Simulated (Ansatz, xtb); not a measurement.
## Relative energy of two isomers of CH10Si3

Structure X is `C[SiH2][SiH2][SiH3]`, a singlet and structure Y is `[SiH3]C[SiH2][SiH3]`, a singlet. Both are isolated molecules in the gas phase, relaxed with B3LYP/6-31G*; the shapes shown needn't be the lowest conformers.

X (Å):

```xyz
14

C     1.0865    0.1341    1.7408
Si   -0.1810   -0.7999    0.6833
Si   -1.5971    0.6454   -0.5253
Si   -3.1831   -0.4890   -1.8444
H     1.7314    0.7642    1.1189
H     1.7252   -0.5698    2.2863
H     0.5899    0.7786    2.4741
H    -1.0220   -1.6747    1.5521
H     0.5227   -1.6943   -0.2821
H    -2.3193    1.5476    0.4218
H    -0.7775    1.5258   -1.4119
H    -4.0562   -1.3460   -0.9945
H    -4.0511    0.4706   -2.5831
H    -2.5061   -1.3653   -2.8408
```

Y (Å):

```yaml
atoms:
  - { symbol: C, position_ang: [0.6861, 0.6366, -0.1487] }
  - { symbol: Si, position_ang: [-0.7577, 0.0325, -1.2089] }
  - { symbol: Si, position_ang: [0.2834, 1.9705, 1.1420] }
  - { symbol: Si, position_ang: [-0.4325, 4.0115, 0.2090] }
  - { symbol: H, position_ang: [-1.3099, 1.1473, -2.0259] }
  - { symbol: H, position_ang: [-0.3199, -1.0479, -2.1357] }
  - { symbol: H, position_ang: [-1.8498, -0.5017, -0.3506] }
  - { symbol: H, position_ang: [1.4770, 1.0130, -0.8111] }
  - { symbol: H, position_ang: [1.1101, -0.2262, 0.3833] }
  - { symbol: H, position_ang: [1.4948, 2.2414, 1.9717] }
  - { symbol: H, position_ang: [-0.7728, 1.4669, 2.0675] }
  - { symbol: H, position_ang: [-0.5479, 5.0447, 1.2764] }
  - { symbol: H, position_ang: [-1.7588, 3.8825, -0.4557] }
  - { symbol: H, position_ang: [0.5441, 4.5022, -0.8049] }
```

Quicker runs give these differences E(Y) − E(X): GFN2-xTB −27.37 kJ/mol; HF/STO-3G +25.52 kJ/mol (at GFN2-xTB geometries); r2SCAN-D4/def2-SVP +10.92 kJ/mol (at GFN2-xTB geometries).

Question: Estimate E(Y) − E(X) at the level CCSD(T)/def2-SVP + ΔMP2/def2-TZVPP.

Answer: Too close to call at this level: CCSD(T)/def2-SVP + ΔMP2/def2-TZVPP gives E(Y) − E(X) = +4.02 kJ/mol.

How the difference moves with the method:

| level | geometry | E(Y) − E(X) (kJ/mol) | departure from the last row (kJ/mol) | job, with rough time for the two |
| --- | --- | --- | --- | --- |
| GFN2-xTB | GFN2-xTB | −27.37 | −31.39 | optimisation, 0.25 s |
| HF/STO-3G | GFN2-xTB | +25.52 | +21.50 | single point, 0.38 s |
| r2SCAN-D4/def2-SVP | GFN2-xTB | +10.92 | +6.90 | single point, 4.7 s |
| B3LYP/6-31G* | B3LYP/6-31G* | +16.82 | +12.80 | optimisation, 56 s |
| HF/def2-SVP | B3LYP/6-31G* | +1.86 | −2.16 | part of the CCSD(T) run |
| MP2/def2-SVP | B3LYP/6-31G* | +1.80 | −2.22 | part of the CCSD(T) run |
| CCSD(T)/def2-SVP | B3LYP/6-31G* | +5.73 | +1.71 | single point |
| CCSD(T)/def2-SVP + ΔMP2/def2-TZVPP | B3LYP/6-31G* | +4.02 |  | single point, 41 s |

As drawn, Y has 1 C–Si, 1 Si–H in place of 1 Si–Si, 1 C–H.

The largest departure from CCSD(T)/def2-SVP + ΔMP2/def2-TZVPP is that of GFN2-xTB, 31.39 kJ/mol. The last row adds to CCSD(T) the change of the MP2 difference between the two basis sets, here −1.71 kJ/mol.

With harmonic frequencies from B3LYP/6-31G* (ideal gas, rigid rotor, one conformer each, 200 K, 1 atm): on the last row, ΔE + ΔZPE = −0.89 kJ/mol. A mode under 50 cm⁻¹ makes harmonic enthalpies and free energies unreliable, so none is given.

The correlated steps freeze 16 core orbitals. Mirror images aren't counted in ΔG. Programs: Ansatz 0.2.0, xtb 6.7.1; the last row on 2 threads of Arm Neoverse V1 on a shared host.

The two isomers are nearly degenerate because the bond exchange largely cancels. Y gains a strong, polar C–Si bond in place of a weaker Si–Si bond, but pays for it by replacing a strong C–H bond with a weaker Si–H bond. Every level except GFN2-xTB places X lower in electronic energy, though the margin varies widely. With def2-SVP, Hartree–Fock and MP2 almost coincide, so the MP2 correlation contributions nearly cancel between the isomers; the move to +5.73 kJ/mol with CCSD(T) comes from correlation beyond second order.

Zero-point motion then tips the balance to −0.89 kJ/mol, probably because exchanging a stiff C–H oscillator for a softer Si–H one lowers the vibrational energy of Y. The small electronic preference for X therefore doesn't amount to a thermodynamic preference, and the reversed sign doesn't establish one for Y. Near-degeneracy also doesn't imply easy interconversion, since that would require strong bonds to be broken and remade.
